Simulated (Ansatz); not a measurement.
A series in volume scale on Li

All results are calculated (Ansatz 0.2.0). Free energy against uniform scaling of the volume at fixed shape and fractions; periodic cell, basis, potentials, k mesh and filling as listed.

The cell before it is scaled or strained (space group Im-3m, No. 229):
```
CELL_PARAMETERS angstrom
-1.75460 1.75460 1.75460
1.75460 -1.75460 1.75460
1.75460 1.75460 -1.75460
ATOMIC_POSITIONS crystal
Li 0.00000 0.00000 0.00000
```

Settings of every row: functional PBEsol; dispersion none; potentials all-electron LAPW; k mesh 12x12x12; k shift 0x0x0; occupations methfessel paxton; smearing width 0.05 eV; spin none.

Limits: coarse k mesh, up to 40 meV an atom off; minimum outside the range.

```csv
row,volume scale,V (Å³/atom),energy above lowest point (meV/atom)
1,0.94,20.311,0
2,0.96,20.743,?
3,0.98,21.175,1.5
4,1,21.607,3.3
5,1.02,22.039,5.7
6,1.04,22.471,8.6
7,1.06,22.903,12
```

Question: what energy above lowest point should row 2 give?

Worked fit of energy above lowest point. Take u = (V_r/V)^(2/3) − 1 with V_r = 21.823 Å³ an atom, which is twice the finite (Eulerian) strain; such expansions in the strain, on which the Birch-Murnaghan equation of state is built, carry the rest volume and the bulk modulus. The shown rows have u = 0.04903, 0.0203, 0.00665, -0.00654, -0.01932, -0.03169. Least squares give energy above lowest point = 4.42 − 180.8 × u + 1846 × u² meV/atom; a straight line predicts inner rows, each left out in turn, worse (root mean square 1.2 against 0.016 meV/atom). All shown rows lie on it to the printed digit. Its lowest point lies at u = 0.0490, or V = 20.31 Å³ an atom, and the curvature there gives the bulk modulus at fixed shape and fractions, B = (4/9)(1 + u)² E″(u)/V = 14.2 GPa. The withheld row has u = 0.03442, so the fit gives 4.42 − 180.8 × (0.03442) + 1846 × (0.03442)² = 0.4 meV/atom.

The calculation gave 0.4 meV/atom. The fit meets it to the printed digit.
